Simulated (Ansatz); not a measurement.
## Abstraction of H: SnH2(CH3)(SiH3) + Te(CH2)(CH3) → SnH(CH3)(SiH3) + Te(CH3)2

Species: SnH2(CH3)(SiH3), singlet; Te(CH2)(CH3), doublet; SnH(CH3)(SiH3), doublet; Te(CH3)2 (dimethyl telluride), singlet. A radical takes H: the energy is the difference in strength between the Sn–H bond broken and the C–H bond made.

Shapes, held fixed at every level: PBE0-D4/def2-TZVP. Flexible molecules stand in one conformer, not always the lowest. Programs: Ansatz 0.2.0. The zero-point and thermal change to 298 K, harmonic and unscaled (PBE0-D4/def2-TZVP), is +15.8 kJ/mol.

| level | kind | ΔH(298 K) (kJ/mol) | less CCSD(T)/def2-TZVPP |
| --- | --- | --- | --- |
| MP2/def2-SVP | perturbation theory | -115.0 | -25.2 |
| HF/def2-SVP | Hartree–Fock | -87.2 | +2.6 |
| HF/def2-TZVPP | Hartree–Fock | -80.3 | +9.5 |
| PBE-D4/def2-TZVPP | GGA | -93.3 | -3.5 |
| B3LYP-D4/def2-TZVPP | global hybrid | -92.5 | -2.7 |
| wB97X-V/def2-TZVPP | range-separated hybrid | -87.8 | +2.0 |
| B2PLYP/def2-TZVPP | double hybrid | -93.8 | -4.0 |
| CCSD(T)/def2-TZVPP | coupled cluster or CI | -89.8 | 0.0 |

The highest level, CCSD(T)/def2-TZVPP, gives ΔH(298 K) = -89.8 kJ/mol; the levels span -115.0 to -80.3. The column of differences is taken from that level and isn't an error. No measured value is set beside it here. Open shells run unrestricted. For atoms past krypton def2 sets carry core potentials with scalar relativity. Outer-core shells of Sn, Te are correlated in most correlated rows, in sets that cover them unevenly.

Hydrogen transfer from tin to carbon is clearly exothermic at every level, so the C–H bond formed is stronger than the Sn–H bond broken. The main reason is overlap: the diffuse, high-lying valence orbitals of tin bind hydrogen 1s less effectively than the compact orbitals of carbon. Delocalisation between the carbon radical centre and the tellurium lone pair probably stabilises the reactant radical and so tempers the driving force. The positive zero-point and thermal term fits the exchange of a soft Sn–H oscillator for stiffer C–H motions.

Hartree–Fock already recovers most of the reaction energy, as expected when one two-electron bond replaces another. Its close match to coupled cluster in the small basis is partly fortuitous, since the larger basis moves it from +2.6 to +9.5 kJ/mol. MP2 is the outlier, overshooting the exothermicity, perhaps through its treatment of the radicals combined with the small basis. The strong driving force doesn't by itself establish fast abstraction, which depends on the barrier.
